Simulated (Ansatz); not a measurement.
# Ligand exchange: C2H5Cl + BH2I → C2H4ClI + BH3

Species: C2H5Cl (chloroethane) `CCCl`, singlet; BH2I `BI`, singlet; C2H4ClI `CC(Cl)I`, singlet; BH3 (borane) `B`, singlet. The partners trade H for I: C–H and B–I bonds give way to C–I and B–H.

Shapes, held fixed at every level: PBE0-D4/def2-TZVP. Programs: Ansatz 0.2.0. The zero-point and thermal change to 298 K, harmonic and unscaled (PBE0-D4/def2-TZVP), is -8.6 kJ/mol.

(1) Estimate ΔH(298 K) of this reaction.

Answers

(1) The highest level, CCSD(T)/def2-TZVPP, gives ΔH(298 K) = +124.9 kJ/mol; the levels span +124.0 to +143.0. The column of differences is taken from that level and isn't an error. No measured value is set beside it here. For atoms past krypton def2 sets carry core potentials with scalar relativity. Outer-core shells of I are correlated in most correlated rows, in sets that cover them unevenly.

```tsv
level	kind	ΔH(298 K) (kJ/mol)	less CCSD(T)/def2-TZVPP
HF/def2-SVP	Hartree–Fock	+143.0	+18.1
HF/def2-TZVPP	Hartree–Fock	+135.1	+10.2
SPW92/def2-TZVPP	LDA	+132.9	+8.0
BHLYP-D4/def2-TZVPP	global hybrid	+124.2	-0.7
wB97M-V/def2-TZVPP	range-separated hybrid	+124.0	-0.9
CCSD(T)/def2-SVP	coupled cluster or CI	+134.3	+9.4
CCSD(T)/def2-TZVPP	coupled cluster or CI	+124.9	0.0
```

Moving iodine from boron to carbon is strongly endothermic at every level, with CCSD(T)/def2-TZVPP giving +124.9 kJ/mol. The main reason is the bonding at carbon: a strong C–H bond is exchanged for a weak C–I bond, in which the diffuse iodine 5p orbital overlaps poorly with carbon. The B–H bond formed is stronger than the B–I bond broken, which offsets only part of this cost. That offset is probably limited by the bonding in BH2I, where an iodine lone pair can donate into the empty boron p orbital, reinforcing a polar σ bond, whereas BH3 has no such π donor. The saturated carbon offers no comparable acceptor orbital.

Enlarging the basis lowers the Hartree–Fock and coupled-cluster values by similar amounts, so most of this shift arises already at the mean-field level. Correlation lowers the endothermicity further in both basis sets, perhaps partly through attraction between the neighbouring chlorine and iodine in the product.

The enthalpy applies to monomeric BH3; dimerisation to diborane, which is strongly exothermic, would make the overall process less unfavourable than the exchange step alone suggests.
